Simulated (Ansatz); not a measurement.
# Electron–phonon coupling and T_c of ZrC, calculated with Ansatz

Space group Fm-3m (No. 225), 2 atoms in the cell of the first input below: a = 3.302 Å, b = 3.302 Å, c = 3.302 Å, α = 60.00°, β = 60.00°, γ = 60.00°.

The cell was built from a prototype of a structure type listed for this compound, relaxed without spin–orbit coupling to zero pressure (pressure 0.0 GPa with this functional, without spin–orbit coupling). Functional: PBEsol.

Input:

```yaml
crystal:
  lattice:
    - [0.0, 2.3345844179, 2.3345844179]
    - [2.3345844179, 0.0, 2.3345844179]
    - [2.3345844179, 2.3345844179, 0.0]
  atoms:
    - { symbol: Zr, position: [0.5, 0.5, 0.5] }
    - { symbol: C, position: [0.0, 0.0, 0.0] }
basis:
  ecutwfc: 420
  ecutrho_ratio: 4
kpoints:
  mp_grid: { grid: [12, 12, 12] }
hamiltonian:
  xc: pbesol
scf:
  occupations: { method: methfessel_paxton, width: 0.2 }
output: {}
phonons:
  supercell: [2, 2, 2]
  qpath:
    path:
      - [[0.0, 0.0, 0.0], [0.5, 0.0, 0.5], [0.625, 0.25, 0.625]]
      - [[0.375, 0.375, 0.75], [0.0, 0.0, 0.0], [0.5, 0.5, 0.5], [0.5, 0.25, 0.75], [0.5, 0.0, 0.5]]
    npoints: 6
  electrical_resistivity: { mesh: [24, 24, 24], temperatures: [50, 100, 200, 300, 500] }
  superconductivity: { mesh: [24, 24, 24], eliashberg_equations: false }
```

```bash
ansatz run input.yaml --threads 8 --pin off --max-ram 15360MiB --backend cpu --events-out ev --progress --plain --runs-dir out
```

Time: 40 s on 8 threads of Intel(R) Xeon(R) Platinum 8259CL CPU @ 2.50GHz (Skylake/Cascade Lake) (shared host), peak memory 1.4 GiB.

On the finest mesh λ = 0.1718, ω_log = 43.332 meV, N(E_F) = 0.139 states per eV, spin and cell. λ by mesh: 24×24×24 0.172, 12×12×12 0.180, 6×6×6 0.202.

Task: What T_c does McMillan's formula in the Allen–Dynes form give for μ* = 0.10?

Result: T_c = (ω_log/1.2) exp[−1.04(1+λ)/(λ − μ*(1+0.62λ))] = (502.85 K/1.2) × exp(−1.2187/0.0611) = a value under 10^-6 K, that is no superconductivity at this level.

Caveats: few states lie at the Fermi level, as in a semimetal, so the smearing of 0.2 eV and the mesh draw its small Fermi surface poorly; small supercell, couplings not converged in it.

The coupling is too weak to overcome the Coulomb repulsion by any useful margin: λ = 0.1718 stands only slightly above μ* = 0.10, and the exponential suppresses T_c despite the high phonon scale of 43.332 meV. The reason lies in the electron count. In rock-salt ZrC the eight valence electrons per formula unit just fill the carbon 2s states and the bonding C 2p–Zr 4d states, so the Fermi level falls in the pseudogap below the mainly metal-d states. Stiff bonds and light carbon raise the frequencies but cannot make up for the scarcity of electrons to pair. The group 5 carbides, with one more electron per formula unit, occupy those d states and are well-known superconductors.

λ falls steadily as the mesh is refined, yet even the coarsest value, 0.202, would give a negligible T_c. The absence of appreciable phonon-mediated superconductivity is therefore better supported than the exact λ, and it agrees with experience. The result applies to the stoichiometric crystal, whereas real samples often contain carbon vacancies, which can add states near the Fermi level.
